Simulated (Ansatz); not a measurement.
# Ligand exchange: C2H9GeN + CH6OSi → CH7GeN + C2H8OSi

Gas-phase species: C2H9GeN `C[N](C)[GeH3]`, singlet; CH6OSi `CO[SiH3]`, singlet; CH7GeN `C[NH][GeH3]`, singlet; C2H8OSi `CO[SiH2]C`, singlet. The partners trade CH3 for H: N–CH3 and Si–H bonds give way to N–H and Si–CH3.

Shapes, held fixed at every level: PBE0-D4/def2-TZVP. Flexible molecules stand in one conformer, not always the lowest. Programs: Ansatz 0.2.0. The zero-point and thermal change to 298 K, harmonic and unscaled (PBE0-D4/def2-TZVP), is +3.9 kJ/mol.

| level | kind | ΔH(298 K) (kJ/mol) | less CCSD(T)/def2-TZVPP |
| --- | --- | --- | --- |
| HF/def2-SVP | Hartree–Fock | -57.9 | +8.9 |
| r2SCAN0-D4/def2-TZVPP | global hybrid | -73.3 | -6.5 |
| wB97M-V/def2-TZVPP | range-separated hybrid | -71.6 | -4.8 |
| wB97X-V/def2-TZVPP | range-separated hybrid | -67.6 | -0.8 |
| MP2/def2-SVP | perturbation theory | -54.1 | +12.7 |
| CCSD/def2-SVP | coupled cluster or CI | -51.9 | +14.9 |
| CCSD(T)/def2-TZVPP | coupled cluster or CI | -66.8 | 0.0 |

The highest level, CCSD(T)/def2-TZVPP, gives ΔH(298 K) = -66.8 kJ/mol; the levels span -73.3 to -51.9. The column of differences is taken from that level and isn't an error. No measured value is set beside it here. Relativity is left out for Ge. Outer-core shells of Ge are correlated, in sets that cover them unevenly.

The exchange is clearly exothermic at every level, and the small thermal term shows that the driving force is electronic. It follows from bond polarity: methyl leaves electronegative nitrogen for electropositive silicon, while hydrogen goes the other way. An N–H bond is considerably stronger than an N–CH3 bond, whereas Si–H and Si–CH3 bonds are similar in strength, so the gain comes mainly from the nitrogen side. The Ge–N and Si–O linkages persist throughout and should largely cancel. Hartree–Fock already gives -57.9 kJ/mol, which suggests that correlation is not the origin of the preference.

The three def2-SVP results are all less exothermic than every triple-zeta result, probably in part because the smaller basis describes the polar bonds unevenly. No method appears in both basis families, however, so basis and correlation effects cannot be separated. The closeness of wB97X-V to CCSD(T) therefore supports agreement for this reaction, not general accuracy. The favourable enthalpy also says nothing about the barrier to exchange, which may well be high for such strong covalent bonds.
